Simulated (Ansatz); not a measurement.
## Equation of state of InSb3 under r2SCAN

Symmetry: Fm-3m, No. 225, cubic system. Conventional cell: a = 7.589 Å, b = 7.589 Å, c = 7.589 Å, α = 90.00°, β = 90.00°, γ = 90.00°. Sb (site symmetry m-3m) is surrounded by 8 Sb at 3.29 Å. Sb (site symmetry -43m) has 4 In at 3.29 Å and 4 Sb at 3.29 Å as nearest neighbours. In (site symmetry m-3m) has 8 Sb at 3.29 Å as nearest neighbours.

The cell comes from a database or a generator and needn't be the stable form of this composition.

The cell was scaled at fixed shape and fractions and run with Ansatz, Ansatz PAW, cutoff 500 eV; r2SCAN, k mesh 6 × 6 × 6 on the cell of 4 atoms, fermi-dirac occupations of 0.05 eV, no spin polarisation, no spin-orbit coupling. The potentials were made for PBE. Energies are those that the program minimises, any entropy of the smearing included. For a metal such a mesh isn't converged to the digits shown.

| V (Å³/atom) | energy over the lowest row (meV/atom) |
| --- | --- |
| 25.6791 | 8.61 |
| 26.2255 | 2.07 |
| 26.7719 | 0.00 |
| 27.3182 | 1.88 |
| 27.8646 | 7.23 |
| 28.4110 | ? |
| 28.9573 | 26.74 |

Q: Fit the third-order Birch-Murnaghan form, give V0, B0 and B′, and predict the energy left open.

A: With y = (V0/V)^(2/3), E = E0 + (9 V0 B0/16) [(y - 1)³ B′ + (y - 1)² (6 - 4y)]. Least squares through the rows shown give V0 = 26.7734 Å³/atom, E0 = 0.00 meV, B0 = 56.57 GPa (1 eV/Å³ = 160.218 GPa) and B′ = 5.21, with a largest miss of 0.00 meV. At V = 28.4110 the form with these constants gives 15.64 meV; the run gave 15.64 meV an atom.

The fitted minimum at 26.7734 Å³/atom lies slightly below the volume of the listed cell, so r2SCAN favours a modest contraction. The energy climbs faster on compression than on expansion, as the positive B′ reflects: squeezing raises the kinetic energy and the Pauli repulsion between filled shells, while stretching only gradually weakens the bonding overlap.

The phase is denser than either zinc-blende InSb or elemental antimony, yet its shortest contacts are well beyond normal In–Sb and Sb–Sb single bonds. This suggests that the directional p bonding of those solids gives way to weaker, delocalised bonding spread over more neighbours, with close packing probably accounting for a bulk modulus above that of InSb.

The recovered energy at 28.4110 Å³/atom supports a smooth curve within the sampled range, but as an interpolation it is a mild test of the fitted form. A minimum under uniform scaling leaves open whether the structure resists shear, internal displacements or decomposition into InSb and antimony.
